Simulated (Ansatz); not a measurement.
The calculation used DFT PBE, scalar-relativistic, plane waves, PAW in Ansatz 0.2.0. Settings: cutoff 420 eV, Γ-centred meshes spaced at most about 0.3 Å⁻¹, and about 0.25 Å⁻¹ or finer for metals (2π included), Gaussian smearing. No spin polarisation in the final relaxations.

These are static total energies at zero pressure.

Two relaxed structures of Mo2C3:

1.

```
Mo C
1.0
     5.42109    0.00000    0.00000
     0.00000    2.53940    2.59290
     0.00000   -2.53940    2.59290
Mo C
2 3
Direct
  0.00000 0.02871 0.49248
  0.00000 0.49248 0.02871
  0.25750 0.99304 0.99304
  0.74250 0.99304 0.99304
  0.50000 0.99286 0.99286
```

2.

```
Mo C
1.0
     3.60760    0.00000    0.00000
     0.00000    3.60760    0.00000
     0.00000    0.00000    5.44865
Mo C
2 3
Direct
  0.50000 0.00000 0.50000
  0.00000 0.50000 0.50000
  0.00000 0.00000 0.24122
  0.00000 0.00000 0.75878
  0.00000 0.00000 0.00000
```

Question: Which is lower in energy, and by how much?

Answer: They are level within the accuracy (3 meV/atom apart, with cell 1 the lower in these runs). Cell 1 has space group Amm2 (No. 38), 14.3 Å³/atom and no gap on its mesh; cell 2 has space group P4/mmm (No. 123), 14.2 Å³/atom and no gap. Cell 1 and cell 2 both hold C–C units of three or more atoms. Even the lower one lies +0.89 eV/atom against the reference forms of the elements (uncorrected), so neither is stable at this level. In cell 1, Mo is surrounded by 4 C at 2.29 Å, 1 Mo at 2.36 Å and 3 Mo at 2.60–2.72 Å; C on a site of symmetry m is surrounded by 1 C at 1.31 Å and 4 Mo at 2.29 Å; C on a site of symmetry mm2 is surrounded by 2 C at 1.31 Å. In cell 2, Mo has 4 C at 2.29 Å and 4 Mo at 2.55 Å; C on a site of symmetry 4mm is surrounded by 1 C at 1.31 Å and 4 Mo at 2.29 Å; C on a site of symmetry 4/mmm is surrounded by 2 C at 1.31 Å. Both come from invented guesses.

The k mesh leaves some 4 meV/atom of noise in the energy of each metallic cell. Cells relaxed within their symmetry can be saddle points. The Amm2 cell of Mo2C3 came from shaking the P4/mmm one.

The two cells are best read as one framework with and without pairing in the metal net. Both keep essentially linear C3 units with C–C distances of 1.31 Å, typical of cumulated double bonds as in allene, and the Mo–C contacts stay at 2.29 Å. What changes is the square Mo net: its equal 2.55 Å contacts split into one of 2.36 Å and three of 2.60–2.72 Å. This suggests localised d–d bonding within Mo pairs, with the gain largely cancelled by weakening of the longer contacts. The energies therefore do not establish a preference for pairing, and the distortion opens no gap.

The large positive energy relative to the elements fits the chemistry of molybdenum, whose familiar carbides hold isolated carbon atoms bound to metal on all sides. Here the central carbon of each unit bonds mainly to carbon, so the structure probably gives up much of the cohesion of both metal and graphite without enough Mo–C bonding in return. The result counts against these two arrangements, not against every structure of this composition.
